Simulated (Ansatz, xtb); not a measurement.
Relative energy of two isomers of C2H2B+

We compare X, `[B+]1C=C1`, a singlet, with Y, `[BH+]C#C`, a singlet. Both are isolated ions in the gas phase, relaxed with B3LYP-D3(BJ)/6-311G**.

X (Å):

```yaml
atoms:
  - { symbol: C, position_ang: [-0.4477, 0.5419, -1.0079] }
  - { symbol: C, position_ang: [0.8740, 0.2321, -0.4730] }
  - { symbol: B, position_ang: [0.2088, -0.6394, -1.3241] }
  - { symbol: H, position_ang: [1.5425, 0.7667, 0.1890] }
  - { symbol: H, position_ang: [-1.1103, 1.3885, -0.8847] }
```

Y (Å):

```xyz
5

C     0.0000    0.0000   -0.0952
C     0.0000    0.0000   -1.3145
B     0.0000    0.0000    1.3162
H     0.0000    0.0000    2.4829
H     0.0000    0.0000   -2.3894
```

Quicker runs give these differences E(Y) − E(X): GFN2-xTB −32.0 kcal/mol; HF/STO-3G −32.9 kcal/mol (at GFN2-xTB geometries); r2SCAN-D4/def2-SVP −27.3 kcal/mol (at GFN2-xTB geometries).

**Question.** Estimate E(Y) − E(X) at the level CCSD(T)/def2-TZVPP.

**Answer.** Calculated at CCSD(T)/def2-TZVPP: E(Y) − E(X) = −28.7 kcal/mol, so structure Y lies lower.

Level by level:

```json
{"level": "GFN2-xTB", "geometry": "GFN2-xTB", "E(Y) − E(X) (kcal/mol)": "−32.0", "departure from the last row (kcal/mol)": "−3.3", "job, with rough time for the two": "optimisation, 0.43 s"}
{"level": "HF/STO-3G", "geometry": "GFN2-xTB", "E(Y) − E(X) (kcal/mol)": "−32.9", "departure from the last row (kcal/mol)": "−4.2", "job, with rough time for the two": "single point, 0.61 s"}
{"level": "r2SCAN-D4/def2-SVP", "geometry": "GFN2-xTB", "E(Y) − E(X) (kcal/mol)": "−27.3", "departure from the last row (kcal/mol)": "+1.4", "job, with rough time for the two": "single point, 4 s"}
{"level": "B3LYP-D3(BJ)/6-311G**", "geometry": "B3LYP-D3(BJ)/6-311G**", "E(Y) − E(X) (kcal/mol)": "−31.3", "departure from the last row (kcal/mol)": "−2.6", "job, with rough time for the two": "optimisation, 22 s"}
{"level": "HF/def2-TZVPP", "geometry": "B3LYP-D3(BJ)/6-311G**", "E(Y) − E(X) (kcal/mol)": "−34.5", "departure from the last row (kcal/mol)": "−5.8", "job, with rough time for the two": "part of the CCSD(T) run"}
{"level": "MP2/def2-TZVPP", "geometry": "B3LYP-D3(BJ)/6-311G**", "E(Y) − E(X) (kcal/mol)": "−30.7", "departure from the last row (kcal/mol)": "−2.0", "job, with rough time for the two": "part of the CCSD(T) run"}
{"level": "CCSD(T)/def2-TZVPP", "geometry": "B3LYP-D3(BJ)/6-311G**", "E(Y) − E(X) (kcal/mol)": "−28.7", "departure from the last row (kcal/mol)": "", "job, with rough time for the two": "single point, 19 s"}
```

As drawn, Y has 1 C≡C, 1 B–H in place of 1 C–B, 1 C=C, 1 C–H. Structure X has a 3-membered ring, Y no ring.

The levels shown agree on the order. The largest departure from CCSD(T)/def2-TZVPP is that of HF/def2-TZVPP, 5.8 kcal/mol.

With harmonic frequencies from B3LYP-D3(BJ)/6-311G** (ideal gas, rigid rotor, one conformer each, 400 K, 1 atm): on the last row, ΔE + ΔZPE = −30.0, ΔH = −29.3, ΔG = −29.6 kcal/mol.

The T1 diagnostic of structure X is large, so the coupled-cluster value is less sure. The correlated steps freeze 3 core orbitals. Programs: Ansatz 0.2.0, xtb 6.7.1; the last row on 1 thread of Intel(R) Xeon(R) Processor @ 2.50GHz (Skylake/Cascade Lake) on a shared host.

The open, linear ion Y is clearly favoured over the ring, and neither the choice of level nor the thermal terms threaten that order. Both ions have a two-coordinate, electron-poor boron, but Y can keep it linear, with its two empty p orbitals overlapping both π systems of the alkynyl group. Its short B–C bond fits this donation. In X, the two π electrons are shared around the ring, giving aromatic stabilisation, but boron is forced into a sharply bent geometry with a vacant in-plane orbital. The C–C bond is longer than the B–C bonds, so the drawn localised C=C is a poor description; ring σ electrons probably also delocalise towards boron. Aromaticity thus offsets only part of the cost of strain and the unfavourable geometry at boron. Correlation narrows the gap from −34.5 kcal/mol at HF to −28.7 kcal/mol at CCSD(T), which suggests that it stabilises the compact, delocalised ring more. The energy difference doesn't show how readily X would open to Y, since that depends on the barrier for hydrogen migration and ring opening.
